## Sorting the vibrations of cubic CdTe₃ by wave pattern

Six computed vibrations of a hypothetical cubic form of CdTe₃ are to be matched with their wave patterns. The letters H, N and P stand for three patterns, which differ in how the motion changes in phase from one unit cell to the next. Each pattern has twelve branches, numbered upwards from the lowest frequency. Two of the six vibrations belong to each pattern; the candidate numbers refer to rows of the full table further down. How far can frequency and branch number reveal the pattern?

Phonon frequencies of cubic CdTe₃ (space group Im-3m) from Ansatz 0.2.0, by linear response with scalar-relativistic PBE and PAW, without spin polarization or dispersion correction. The plane-wave cutoff is 420 eV, the k mesh 8×8×8 with Gaussian smearing of 0.1 eV, and the q mesh 2×2×2. Branches are numbered from the lowest frequency at each q point. Candidates: 15, 2, 3, 11, 12, 16.

| row | mode phonon frequency (cm^-1) | mode branch |
| --- | --- | --- |
| A | 33.00 | 3 |
| B | 43.70 | 5 |
| C | 94.70 | 9 |
| D | 67.40 | 5 |
| E | 78.10 | 7 |
| F | 105.40 | 11 |

The structure suggests a simple picture. Its atoms sit on a simple-cubic lattice, in which each Cd has six Te neighbours and each Te has two Cd and four Te. Straight chains therefore run along each cubic axis, some of alternating Cd and Te, the others of Te only. Stretching the bonds within a chain should be hard, while sliding one chain past another should be easy.

The model gives each kind of chain its own stretching spring and joins neighbouring chains by one weak sideways spring. All atoms get the same mass, a fair approximation for Cd and Te. The three spring constants come from the same density-functional calculation at Γ, the pattern in which all cells move alike. There the optical vibrations form three groups, at 43.4, 98.8 and 124.5 cm⁻¹.

**Pattern H.** Neighbouring atoms in a chain move either together or in opposite directions. In the first case the chain slides rigidly and only the sideways springs act. In the model's softest group at Γ, a chain slides against all four of its neighbours; at H it slides against only two. Half the restoring force divides the frequency by $\sqrt2$, which gives about 31 cm⁻¹ for the six lowest branches.

The computed motion at Γ is less tidy. In the 43.4 cm⁻¹ eigenvector Cd has an amplitude of 0.81, but the Te in the same chain only 0.07. The Cd–Te chain does not slide rigidly: mainly Cd moves, against the neighbouring Te chains, and the bonds within its own chain are stretched too. The sideways spring taken from this group is therefore an effective one, and the 31 cm⁻¹ a rough estimate.

**Pattern P.** Successive atoms in a chain are a quarter of a cycle apart. The pulls of the two neighbours then cancel, and each spring acts as if its far end were at rest. Opposite motion would stretch it twice as far, so at P the stretching part of the squared frequency is halved, while the sideways part, $30.67^2$, stays whole. For the softer chains this gives

$$\nu_P=\sqrt{\tfrac12\left(98.75^2-30.67^2\right)+30.67^2}\approx 73\ \text{cm}^{-1}$$

for branches 1 to 6. The stiffer chains give about 91 cm⁻¹ for branches 7 to 12.

**Pattern N.** Motion along two of the axes resembles P, and motion along the third resembles H. N should therefore have two soft branches, eight in the middle and two stiff ones. The model puts branches 3 to 6 at 73 cm⁻¹, branches 7 to 10 at 91 cm⁻¹ and branch 11, the lower of the stiff pair, at 99 cm⁻¹.

A and B can now be assigned with confidence. They are a third and a fifth branch, which the model places near 73 cm⁻¹ at both N and P. Both are far softer than that, so they are the two H vibrations.

The other four are less certain. F, an eleventh branch, lies 7 cm⁻¹ above the model's value for N and 15 cm⁻¹ above that for P. This favours N only weakly, because so simple a model can easily miss by as much. If F does belong to N, one of C, D and E is the second N vibration, but the model cannot say which: for each of these branches, its values at N and P differ by less than 1 cm⁻¹. Whether C belongs to N and E to P, or the reverse, hardly changes the error. F is thus a tentative choice, and C, D and E remain ambiguous until the labels are shown.

The rows with their labels:

| row | mode phonon frequency (cm^-1) | mode q point | mode branch |
| --- | --- | --- | --- |
| 1 | 33.00 | H | 1 |
| 2 | 33.00 | H | 3 |
| 3 | 43.70 | H | 5 |
| 4 | 93.30 | H | 7 |
| 5 | 93.30 | H | 9 |
| 6 | 129.70 | H | 11 |
| 7 | 36.70 | N | 1 |
| 8 | 53.80 | N | 3 |
| 9 | 68.60 | N | 5 |
| 10 | 88.90 | N | 7 |
| 11 | 94.70 | N | 9 |
| 12 | 105.40 | N | 11 |
| 13 | 62.40 | P | 1 |
| 14 | 67.40 | P | 3 |
| 15 | 67.40 | P | 5 |
| 16 | 78.10 | P | 7 |
| 17 | 105.90 | P | 9 |
| 18 | 105.90 | P | 11 |

The labels are A = H3, B = H5, C = N9, D = P5, E = P7 and F = N11. So C is the second N vibration. For D and F even the computed values offer little to go on. The fifth branch lies at 68.6 cm⁻¹ at N and at 67.4 cm⁻¹ at P, the eleventh at 105.4 and 105.9 cm⁻¹. The weak preference for N in the case of F was therefore right by luck. The contrast between H and P is much clearer. The listed H modes span 97 cm⁻¹, which the model explains by chains that are either not stretched at all or fully stretched. The listed P modes span only 44 cm⁻¹, which fits the model's picture of every chain being stretched by an intermediate amount.

The wave pattern thus mainly redistributes the stiffness. Averaged as squares over all twelve branches, the frequencies at Γ, H and N correspond to 82, 84 and 84 cm⁻¹. Springs between nearest neighbours alone would make these averages equal, so the near agreement fits the picture. It is a sign of short-ranged forces in general, however, and does not test the division into chains. The phonon eigenvectors stored with the run can test it directly. At Γ they already show one departure, the uneven motion of Cd and Te in the softest group. Those at H and other points were not compared with the model here, so the motions it assumes there remain an inference.

As the output below shows, the model has a root-mean-square error of 9 cm⁻¹ over the 18 rows, none of which was used to set its springs. With equally stiff chains the error rises to 14 cm⁻¹. The frequencies alone do not tell which kind of chain is the stiffer, but the eigenvectors do: it is the Te–Te chains, whose stretching gives the group at 124.5 cm⁻¹ at Γ. The worst miss is branch 3 at N, placed 19 cm⁻¹ too high, and the model also gives A and B the same frequency.

The spread at P is underestimated too, but those values are themselves interpolated from force constants computed at Γ, H and N. The electronic levels were loosely converged, and the phonons of a metal like this one are sensitive to the k mesh, which was not varied, so differences of a few cm⁻¹ should not be interpreted.

In a simple-cubic crystal of a single element all chains would be alike. The same springs would then give all modes at P one common frequency; in the model of CdTe₃, two kinds of chain split them into two groups. The listed values at P show a finer splitting, into at least four levels. The lowest level holds at most two branches, since the third branch already lies higher, if only by 5 cm⁻¹. Independent motion along three equivalent axes would put at least three branches in every level. Forces that link motions along different axes, which the model leaves out, are therefore expected to matter.

The analysis program printed:

```
Spring model set at Gamma, cm^-1:
  row  computed  two_chain_model    miss
    1        33            30.67  -2.326
    2        33            30.67  -2.326
    3      43.7            30.67  -13.03
    4      93.3            97.99   4.688
    5      93.3            97.99   4.688
    6     129.7            125.1   -4.57
    7      36.7            30.67  -6.026
    8      53.8             72.6    18.8
    9      68.6             72.6   4.004
   10      88.9             91.1     2.2
   11      94.7             91.1    -3.6
   12     105.4            98.75   -6.65
   13      62.4            73.12   10.72
   14      67.4            73.12   5.718
   15      67.4            73.12   5.718
   16      78.1            90.69   12.59
   17     105.9            90.69  -15.21
   18     105.9            90.69  -15.21
rms miss of the two-chain model, all 18 rows, cm^-1: 9.174
rms miss with equally stiff chains, all 18 rows, cm^-1: 14.4
model N9 less model P7, cm^-1: 0.4123
rms miss over P5 P7 N9 N11 in the true assignment, cm^-1: 7.879
rms miss over the same four with P7 and N9 exchanged, cm^-1: 8.094
computed N7 less computed P7, cm^-1: 10.8
rms frequency of all 12 modes at Gamma, cm^-1: 82.37
rms frequency of all 12 modes at H, cm^-1: 84.45
rms frequency of all 12 modes at N, cm^-1: 83.82
spread of the listed H modes, cm^-1: 96.7
spread of the listed P modes, cm^-1: 43.5
```
